**Q:** I have six errors for the atomization energy of phosphine, PH₃, and six names to match to them. Each number is the result of one level less that of full configuration interaction (FCI) in the same basis, so a positive value means that the molecule is bound too strongly. Can the numbers alone tell me which is which?

Errors in the atomization energy of phosphine, PH₃ (neutral singlet), calculated with Ansatz 0.2.0 in the STO-3G basis at the MP2(full)/6-31G* geometry. Each value is the level's result less that of FCI in the same basis. The correlated wavefunction methods treat the 8 valence electrons in 7 orbitals. Candidates: PBE, RCCSD, SPW92, MRCISD valence, CISD, RCCSDTQ.

```tsv
row	this level less the reference (FCI, same basis) (kJ/mol)
A	375.8
B	0.3
C	-0.5
D	211.4
E	-5.3
F	0.0
```

**A:** Start with what the reference can do. This minimal basis gives the eight valence electrons seven orbitals, four filled and three empty. FCI distributes the electrons over them in every possible way, so it is exact within these orbitals, though not for the real molecule. Good wavefunction methods working in the same orbitals must end close to it. Rows A and D lie more than 200 kJ/mol above it, so they are the two density functionals, SPW92 and PBE.

**Q:** Are functionals really that bad for phosphine?

**A:** These are not their errors against nature. Three empty orbitals leave the electrons little room to avoid one another, so even FCI finds only part of the correlation that helps to bind the real molecule. A functional reads its correlation energy from the density and doesn't need empty orbitals for it. That is one reason why it binds more strongly than this reference. It need not account for the whole difference, because so rigid a basis also distorts the energies of the free atoms, and not necessarily by the same amount in every method.

**Q:** Then how do I tell A from D?

**A:** Think of the uniform electron gas, the limit for which SPW92, a local density approximation, is built. Free atoms are further from that limit than the molecule, because more of their density falls off steeply into empty space. The local approximation therefore places the atoms too high relative to the molecule and overbinds. PBE includes the density gradient, which lowers the atoms more and removes part of the overbinding. Row A, the larger error by 164 kJ/mol, should be SPW92, and row D should be PBE.

**Q:** The other four lie within about 5 kJ/mol of the reference. Where is the handle there?

**A:** Pull the molecule apart. A hydrogen atom has one electron and so no correlation. In the phosphorus atom, three 3p electrons with parallel spins and a filled 3s orbital leave only one arrangement of the right symmetry in this basis. The atoms thus gain nothing from a better treatment of valence correlation, and whatever a method fails to recover in the molecule appears directly as too weak a binding. Rows E and C, with negative errors, fit CISD and CCSD, which stop at double excitations from a single determinant.

**Q:** CISD and CCSD both use single and double excitations. Why should they differ?

**A:** Imagine two electron pairs so far apart that neither feels the other. Each should be free to be excited whatever the other does, so both are sometimes excited at once, which is a quadruple excitation. CISD forbids it, whereas CCSD includes it as a product of two doubles. CISD must therefore lose more, which makes row E CISD and row C CCSD.

**Q:** Can you estimate the loss without looking at row E?

**A:** Whenever one pair is excited, CISD denies the others their correlation. The loss is then roughly the weight of the double excitations times the correlation energy. The CISD calculation puts 0.089 electrons into the empty orbitals; each double excitation moves two, so the weight is about 0.044. With its correlation energy of about 160 kJ/mol, the loss is 0.044 × 160 ≈ 7 kJ/mol.

**Q:** Row E shows only 5.3.

**A:** The estimate is a third too large, but it clearly points to E and not to C, whose error is 0.5. It multiplies by the whole correlation energy, although the excited pair's own share is not lost, and with only a few pairs that matters. The pairs also compete for the same three empty orbitals, which can reduce the loss further. Nothing was fitted in this estimate.

**Q:** That leaves 0.0 and 0.3 for CCSDTQ and MRCISD. Isn't this a coin toss?

**A:** It is the weakest assignment, but there is an argument. CCSDTQ adds connected triple and quadruple excitations to CCSD, which for so few electrons is almost FCI, and it uses the same frozen core orbitals. That suits row F, at 0.0. The valence MRCISD starts from orbitals optimized for the correlated molecule, so its core can relax a little. This can only lower the molecule, while the atoms, with their single arrangement, gain nothing; a small positive error follows, as in row B.

**Q:** So I am sure of A, D, C and E, and less sure of B and F. May I see the names?

The rows with their labels:

```tsv
level	this level less the reference (FCI, same basis) (kJ/mol)
RHF	-164.3
RMP2	-55.1
CISD	-5.3
RCCSD	-0.5
RCCSD(T)	-0.1
BCCD(T)	-0.1
RCCSDT	0.0
CISDTQ	-0.1
RCCSDT(Q)	0.0
RCCSDTQ	0.0
CASSCF valence	0.3
NEVPT2 valence	0.3
MRCISD valence	0.3
MRCISD+Q valence	0.3
SPW92	375.8
PBE	211.4
r2SCAN	181.0
PBE0	174.1
B3LYP	212.5
CAM-B3LYP	209.9
wB97M-V	251.0
B2PLYP	122.7
RPA-PBE	41.4
```

**A:** All six agree, and the labelled rows let you test the reasoning. RHF has no correlation at all, and its error of −164.3 kJ/mol equals the molecule's correlation energy from CCSDTQ to within rounding. This confirms that the atoms contribute nothing. The printed output after this exchange gives the comparison, together with the estimate for CISD.

**Q:** If forbidden quadruples are what hurts CISD, putting them in should cure it.

**A:** It does: CISDTQ is within 0.1 kJ/mol of the reference. That step also adds triples, but they matter little here, since CCSD without them is already within 0.5. Most of the cure must come from the quadruples.

**Q:** And the four rows at 0.3? They look like four independent successes.

**A:** They are one result printed four times. The valence active space already holds all seven orbitals, so CASSCF is itself a full treatment of the valence electrons. NEVPT2 and the two MRCISD levels are meant to add excitations into orbitals outside that space, and in this basis there are none. Their agreement is therefore built in and tests nothing, and the relaxed core remains an argument from theory.

**Q:** Would PBE have been as easy to find among more functionals?

**A:** No. B3LYP lies 1.1 kJ/mol above it and CAM-B3LYP 1.5 below, and no general argument separates values that close. Row D was certain only because the list held just one functional besides SPW92.

**Q:** Phosphine is used to dope silicon with phosphorus. Could I choose a method for its decomposition from this table?

**A:** Only in part. The table shows how completely each wavefunction method recovers the correlation that these few orbitals allow. It is no ranking of functionals for breaking P–H bonds in a reactor, because the reference itself is starved of correlation. It even binds the molecule more strongly than measurement does, since the minimal basis places the free hydrogen atoms too high in energy. For that purpose the basis has to be enlarged first, and the comparison made again.

Printed output of the fit:

```
Correlation energy of the molecule from CCSDTQ (kJ/mol): 164.4
RHF error in the table (kJ/mol): -164.3
CISD correlation less CCSDTQ correlation, sign as in the table (kJ/mol): -5.252
CCSD correlation less CCSDTQ correlation, sign as in the table (kJ/mol): -0.4752
Share of the RHF error removed by MP2 (%): 66.46
Share of the RHF error removed by CISD (%): 96.77
Share of the RHF error removed by CCSD (%): 99.7
Electrons in the three empty orbitals in CISD: 0.0886
Weight of double excitations in CISD, half of that number (%): 4.43
Estimated CISD error, doubles weight times correlation energy (kJ/mol): -7.048
Estimated CISD error over the error in the table: 1.33
CCSD error less CISD error (kJ/mol): 4.8
CCSDTQ error less CCSD error (kJ/mol): 0.5
MRCISD error less CCSDTQ error (kJ/mol): 0.3
PBE error less MRCISD error (kJ/mol): 211.1
SPW92 error less PBE error (kJ/mol): 164.4
B3LYP error less PBE error (kJ/mol): 1.1
CAM-B3LYP error less PBE error (kJ/mol): -1.5
Number of levels that overbind by more than 1 kJ/mol: 9
Smallest error among the functionals, RPA included (kJ/mol): 41.4
```
